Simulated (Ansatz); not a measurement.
## Relative energies of Ga2H2Cl2F2 isomers

2 of its isomers, all singlets with charge 0: A = `[Cl][GaH-]1[F+][GaH-]([Cl])[F+]1`; B = `[F][GaH-]1[Cl+][GaH-]([F])[Cl+]1`.

Shapes, held fixed at every level: PBE0-D4/def2-TZVP. Programs: Ansatz 0.2.0.

A:

```xyz
8

Cl    0.0883    2.3203    1.7142
Ga    1.0931    0.8522    0.5590
F     0.0852    0.6286   -1.0704
Ga   -0.8663   -1.0052   -0.6876
Cl   -2.8452   -0.4604   -0.1521
F     0.2161   -0.8318    0.8997
H     2.6006    0.6568    0.3141
H    -0.3717   -2.1606   -1.5769
```

B:

```xyz
8

F     2.7355   -0.0031    0.1712
Ga    1.2539    0.5521    0.9036
Cl   -0.1128   -1.3353    0.9804
Ga   -1.3536   -0.4760   -0.7966
F    -0.8654   -1.4230   -2.1768
Cl    0.0060    1.4168   -0.8659
H     1.1387    1.4113    2.1769
H    -2.8023   -0.1427   -0.3928
```

Electronic energies in kJ/mol, without zero-point or thermal terms.

From chemical knowledge, estimate the order of stability.

A < B in rising energy, over a span of 60 kJ/mol, by MP2/def2-TZVPP. All levels agree on that. The B − A difference spans +44.1 to +85.0 kJ/mol over the levels. Relativity is left out for Ga. Outer-core shells of Ga are correlated, in sets that cover them unevenly.

```tsv
level	kind	B − A
HF/def2-TZVPP	Hartree–Fock	+85.0
PBE-D4/def2-TZVPP	GGA	+44.1
r2SCAN-D4/def2-TZVPP	meta-GGA	+58.5
B3LYP-D4/def2-TZVPP	global hybrid	+57.8
PBE0-D4/def2-TZVPP	global hybrid	+53.1
B2PLYP/def2-TZVPP	double hybrid	+62.8
CCSD/def2-SVP	coupled cluster or CI	+82.8
MP2/def2-TZVPP	perturbation theory	+59.5
```

The isomer with fluoride bridges and terminal chlorides (A) lies below the one with the two halogens exchanged (B) at every level. Both have a four-membered ring with the terminal halogens on the same side, so the gap mainly reflects which halide does the bridging. A terminal Ga–F bond is stronger than a single Ga–F bridge bond, but bridging gives each fluoride two gallium contacts. For a small, hard, weakly polarisable anion beside a strongly Lewis-acidic Ga(III) centre, the added electrostatic attraction probably outweighs both the weakening of the individual bonds and the loss of the chloride bridges. This fits the familiar preference for fluoride over chloride bridges in group 13 halides.

The order is well supported, but the size of the gap is less certain: the CCSD value of +82.8 kJ/mol lies well above the MP2 value of +59.5 kJ/mol, possibly in large part because of its smaller basis. Neither isomer is shown to be the global minimum, since hydride-bridged, mixed-bridge and trans forms were not compared.
